**Question**

I work on oxide films for thin-film transistors and am trying to read this charge analysis of ZnInGaO₄.

ZnInGaO4, 7 atoms in the cell, space group R3m (160), conventional a = 3.356, c = 26.111 Å, 12.13 Å³ an atom. Loewdin populations of the shells that the datasets hold (zero for a shell they lack, f left out), summed by atom and angular momentum, and Bader charges and volumes at fixed atoms. Ansatz 0.2.0, plane-wave PAW, scalar-relativistic; functional PBE; no spin polarisation; cutoff 420 eV; k mesh 12×12×12; Gaussian smearing of 0.02 eV.

| row | element | s electrons (e) | p electrons (e) | d electrons (e) | Bader charge (e) | Bader volume (Å³) |
| --- | --- | --- | --- | --- | --- | --- |
| 1 | Zn | 0.55 | 0.00 | 9.98 | 1.25 | 11.07 |
| 2 | In | 0.71 | 1.16 | 9.99 | 1.84 | 12.48 |
| 3 | Ga | 0.77 | 1.28 | 9.99 | 1.87 | 8.67 |
| 4 | O | 1.76 | 5.09 | 0.00 | -1.22 | 13.83 |
| 5 | O | 1.72 | 4.99 | 0.00 | -1.23 | 12.85 |
| 6 | O | 1.67 | 5.01 | 0.00 | -1.27 | 12.86 |
| 7 | O | 1.81 | 5.24 | 0.00 | -1.23 | 13.14 |

As I understand it, a positive Bader charge means electrons lost. The s, p and d columns are Loewdin populations, so I get a second charge by subtracting them from the valence electrons of the neutral atom (12 for Zn, 13 for In and Ga, 6 for O, with the metal d shells counted). My questions, from simple to less simple:

1. Zinc has a Bader charge of 1.25. Is it not Zn²⁺?
2. What decides how much charge a metal gives, and would it matter to the oxygens if I exchanged In for Ga?
3. In has a much larger Bader volume than Ga. Why is its charge not different too?
4. The Loewdin charges put the metals in the opposite order. Which count should I believe?
5. What would change if zinc had a p shell in the analysis?
6. The d shells are full. Do they take no part in the bonding?
7. Electrons in such a channel are said to run through metal s orbitals. Can I see that here?
8. Which digits can I trust, and can I rank the four oxygens?

**Answer**

**1. Charge and oxidation state**

It is Zn²⁺. An oxidation state is a formal count that gives all electrons of the filled oxygen bands to oxygen, whereas a Bader charge measures how much electron density lies in the region around a nucleus. Four oxygens with eight valence electrons each and three metals with ten d electrons each need 32 + 30 = 62 electrons, exactly the number in this cell. The calculation also finds a band gap, as expected for such a closed-shell count. Its size, about 1.1 eV, is much too small, which is a known fault of PBE.

The Bader charge is smaller because the filled oxygen bands are not purely oxygen. They contain some metal character, and part of their density lies on the metal's side of the boundary. In this crystal a Bader charge is about 0.6 of the formal charge, which is the number worth remembering.

**2. What sets the charge of a metal**

Mainly the number of valence electrons it has to give. Zn has two outside its d shell, In and Ga have three. The share that moves across depends on how strongly each metal holds its electrons compared with oxygen. The three metals have similar electronegativities (roughly 1.7 to 1.8 on the Pauling scale), so similar shares are plausible.

This can be tested by taking the share from the oxygens alone. Their Bader charges add up to −4.95 e, against a formal −8 e, which gives 4.95/8 ≈ 0.62. The prediction is then 2 × 0.62 = 1.24 e for Zn and 3 × 0.62 = 1.86 e for In and Ga.

All three metals agree with this to about 0.02 e, while an equal charge on every metal would be wrong by 0.4 e for Zn. The metals were not used to find the share. Neutrality does fix their sum, however, so the real test is how that sum divides among them. The printed output below the text lists the prediction for every site.

Exchanging In for Ga should therefore leave the average oxygen charge nearly unchanged, while replacing either by Zn would make it less negative, since Zn has one electron fewer to give and the oxygen bands would no longer be full. That is an inference: each metal occurs here on one kind of site only, so the effect of the element and that of its surroundings are not separated.

**3. Volume and charge**

A Bader volume is the space inside the boundary, and the outer part of that space holds little density. Indium has larger filled shells than gallium and one more close oxygen neighbour, so its oxygens sit farther away and the boundary lies farther out. Both metals still have three electrons to give. The shortest In–O distance is 2.22 Å and the shortest Ga–O distance 1.94 Å. Scaling the Ga volume by the cube of their ratio gives 13 Å³ for In, close to the 12.5 Å³ in the table.

The same rule gives too small a volume for Zn, 9.5 instead of 11.1 Å³. Zn has only four close oxygen neighbours, which may leave its region more room to spread, but nothing here tests that. Size and charge are thus separate matters: In and Ga differ by over 40 % in volume and hardly at all in charge.

**4. Why the two counts disagree**

For comparing the metals, believe Bader. The Loewdin charges are 1.47 e for Zn, 1.14 e for In and 0.96 e for Ga, and they come from an unequal count. The analysis has s, p and d shells for In and Ga but only s and d for Zn. The 0.00 in the p column of Zn means that no such shell was available, not that it was found empty.

The p shell matters because of how the method works. Bader divides space, at surfaces where the density passes through a minimum. Loewdin divides the electrons among atomic orbitals, which overlap. The outer p orbital of a metal is wide and reaches towards the neighbouring oxygens, so it is credited with density that Bader assigns to oxygen.

The table shows how much hangs on this column. If p is left out of the count for every metal, the charges become 1.47 e for Zn, 2.30 e for In and 2.24 e for Ga, and Zn is again the lowest. This is only bookkeeping, since a real analysis with fewer orbitals would also change the remaining populations. It does show that the reversed order rests on the p electrons.

**5. Giving zinc a p shell**

If only the analysis gained the shell, the electron density and the Bader charges would stay as they are. The Loewdin charge of Zn would very probably fall, as some density now credited to oxygen would be credited to Zn. To bring Zn below Ga, with the present populations of the metals unchanged, the new shell would have to take 1.47 − 0.96 ≈ 0.5 e from the oxygens and from the 0.28 e that the count now credits to no orbital.

In and Ga hold more than twice that in their p shells, so Zn could well become the lowest of the three, as it is in the Bader charges. Only a new analysis could confirm it. Until then, Loewdin charges should not be compared between Zn and the other two metals.

**6. What a full d shell means**

A population of 9.98 or 9.99 shows that the d shells have lost almost no electrons. It does not show that they stay apart from the oxygen orbitals. When a d orbital mixes with an oxygen p orbital, two states result, and each contains part of both. If both are filled, the d parts add up to a full orbital again, however strong the mixing was.

Such mixing gives little or no net bond, because one state rises about as much as the other sinks. It can still matter for the band gap, since it pushes oxygen p states up. This is expected most for zinc, whose d level lies closest to them.

Only mixing with empty states lowers the count. To see how strongly d and p mix, you would need the populations resolved by energy. Even then some caution is due, because PBE is known to place such d levels too close to the oxygen p bands and so tends to exaggerate the mixing.

**7. The s orbitals and the channel**

You can see half of the argument. An s orbital holds two electrons when full, and the metals show only 0.55 to 0.77 e. The occupied part is the metal character in the oxygen bands from answer 1. The rest, about 60 to 70 % of each metal s orbital, must lie in the empty bands.

A gate voltage fills the bottom of those bands. In oxides of this family the bottom of the conduction band is known to be built largely from metal s orbitals. They are round and wide, so they overlap with their neighbours even when bond angles are disordered, which is why amorphous films still conduct well. The table agrees with this picture but does not prove it. The p shells of In and Ga are even emptier than their s shells, and nothing here tells at what energy the empty s weight lies or which metal contributes most at the band edge.

**8. Digits and the ranking of the oxygens**

The difference of 0.6 e between Zn and the other two metals is safe to interpret. The 0.03 e between In and Ga is not, because no run with a finer grid or a higher cutoff shows how stable the second decimal is. The same holds for the oxygens, whose Bader charges all lie within 0.05 e of each other. The functional matters too: PBE tends to share electrons too evenly, so a hybrid functional would be expected to give somewhat larger charges on all sites.

The Loewdin populations separate the oxygens more clearly, by up to 0.37 e, but they do not give a trustworthy ranking. The oxygen in row 6 has the fewest Loewdin electrons and yet the most negative Bader charge. Oxygens bonded to Zn may be credited with density that a Zn p shell would otherwise take. Which rows those are is not listed, so this remains a guess.

For a real film the ranking would mean little anyway. The calculation places Ga and Zn on separate, ordered sites, while the real crystal mixes them. What should carry over is the average: an oxygen charge of about −1.2 e, supplied by metals that each give about 0.6 of their formal charge.

Output of the analysis:

```
Charges by site in e:
  row  formal  Bader   model      miss  Loewdin  Loewdin electrons
    1       2   1.25   1.238   -0.0125     1.47              10.53
    2       3   1.84   1.856   0.01625     1.14              11.86
    3       3   1.87   1.856  -0.01375     0.96              12.04
    4      -2  -1.22  -1.238   -0.0175    -0.85               6.85
    5      -2  -1.23  -1.238   -0.0075    -0.71               6.71
    6      -2  -1.27  -1.238    0.0325    -0.68               6.68
    7      -2  -1.23  -1.238   -0.0075    -1.05               7.05
Common fraction of the formal charge from the oxygens alone: 0.6188
Bader charge of Zn over the mean of In and Ga: 0.6739
Largest miss of the common fraction on the metals (e): 0.01625
Largest miss of an equal charge on all metals (e): 0.4033
Charge given by the three metals together (e): 4.96
Sum of all Bader charges as printed (e): 0.01
Electrons that the Loewdin count misses (e): 0.28
Zn Loewdin charge with p left out of the count (e): 1.47
In Loewdin charge with p left out of the count (e): 2.3
Ga Loewdin charge with p left out of the count (e): 2.24
Bader charge of Ga less that of In (e): 0.03
Spread of the oxygen Bader charges (e): 0.05
Spread of the oxygen Loewdin electrons (e): 0.37
Zn s weight in empty bands (percent): 72.5
In s weight in empty bands (percent): 64.5
Ga s weight in empty bands (percent): 61.5
Mean number of p electrons short of six on oxygen (e): 0.9175
Oxygen share of the Bader volume (percent): 62.05
In volume from Ga by the cube of the bond length (cubic angstrom): 12.99
Zn volume from Ga by the cube of the bond length (cubic angstrom): 9.5
Zn volume above that estimate (cubic angstrom): 1.57
```
